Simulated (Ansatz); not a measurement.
**NbH$_{2}$: Boltzmann equation against the high-temperature formula, calculated with Ansatz**

Space group Fm-3m (No. 225), 3 atoms in the cell of the first input below: a = 3.195 Å, b = 3.195 Å, c = 3.195 Å, α = 60.00°, β = 60.00°, γ = 60.00°.

The structure is a measured one, not always of the ambient phase, relaxed without spin–orbit coupling to zero pressure (pressure 0.0 GPa with this functional, without spin–orbit coupling). Functional: PBEsol.

Input:

```yaml
crystal:
  lattice:
    - [0.0, 2.2589579925, 2.2589579925]
    - [2.2589579925, 0.0, 2.2589579925]
    - [2.2589579925, 2.2589579925, 0.0]
  atoms:
    - { symbol: Nb, position: [0.0, 0.0, 0.0] }
    - { symbol: H, position: [0.25, 0.25, 0.25] }
    - { symbol: H, position: [0.75, 0.75, 0.75] }
basis:
  ecutwfc: 420
  ecutrho_ratio: 4
kpoints:
  mp_grid: { grid: [14, 14, 14] }
hamiltonian:
  xc: pbesol
scf:
  occupations: { method: methfessel_paxton, width: 0.2 }
output: {}
phonons:
  supercell: [2, 2, 2]
  qpath:
    path:
      - [[0.0, 0.0, 0.0], [0.5, 0.0, 0.5], [0.625, 0.25, 0.625]]
      - [[0.375, 0.375, 0.75], [0.0, 0.0, 0.0], [0.5, 0.5, 0.5], [0.5, 0.25, 0.75], [0.5, 0.0, 0.5]]
    npoints: 6
  electrical_resistivity: { mesh: [28, 28, 28], temperatures: [50, 100, 200, 300, 500] }
  superconductivity: { mesh: [28, 28, 28], eliashberg_equations: false }
```

```bash
ansatz run input.yaml --threads 8 --pin off --max-ram 15360MiB --backend cpu --events-out ev --progress --plain --runs-dir out
```

Time: 68 s on 8 threads of Arm Neoverse V2, with other jobs on the host, peak memory 2.7 GiB.

λ_tr,xx from the finest mesh down: 0.409, 0.410, 0.393. The next coarser mesh moves the resistivity at 300 K by 6 % along the axis that moves most.

The run gives λ_tr,xx = 0.409 and a Drude plasma energy ħω_p,xx = 5.94 eV.

Estimate the resistivity along x at 300 K from the high-temperature formula.

ħ/τ = 2π λ_tr k_B T = 0.0664 eV and ρ = 1/(ε0 ω_p² τ) = 13.99 μΩ cm. The Boltzmann solution gives 11.42 μΩ cm, so the estimate is 23 % high.

```
T (K)  ρ_xx (μΩ cm)  ρ_zz (μΩ cm)  formula, xx  R_H, field along x, y or z (10⁻¹¹ m³/C)
   50          0.24          0.24         2.33                                    -10.9
  100          2.13          2.13         4.66                                    -14.3
  200          6.90          6.90         9.33                                    -15.6
  300         11.42         11.42        13.99                                    -14.5
  500         20.71         20.71        23.32                                    -12.1
```

At 300 K the next coarser mesh moves R_H by up to 2 %.

At 50 K the solution is 0.11 times the linear formula, and at 500 K 0.89 times. The formula is meant for temperatures above the phonon energies and for bands that vary little within k_B T.

Caveats: a hydride may lose hydrogen on heating, and its hydrogen modes lie above these temperatures; not converged in the fine mesh; small supercell, couplings not converged in it.

The high-temperature formula overestimates the phonon-limited resistivity at every temperature listed, badly at 50 K and only modestly at 500 K. It counts every mode in λ_tr as classically populated, whereas in the Boltzmann solution modes with energies well above k_B T are frozen out and scatter little. Between 300 and 500 K the two resistivities rise at nearly the same rate, yet the gap between them does not close. Probably the niobium-dominated acoustic modes are already close to classical, while the stiff hydrogen vibrations are only partly active. Band variation within k_B T could also contribute, and the table cannot separate the two.

The Hall coefficient is negative throughout, so the response is electron-like, but its magnitude peaks at 200 K. A scattering time uniform over the Fermi surface would largely cancel from R_H, so this suggests that the scattering anisotropy changes with temperature; a single-band carrier density should not be read from it. In real samples, defect scattering would add a residual resistivity, most visible at 50 K.
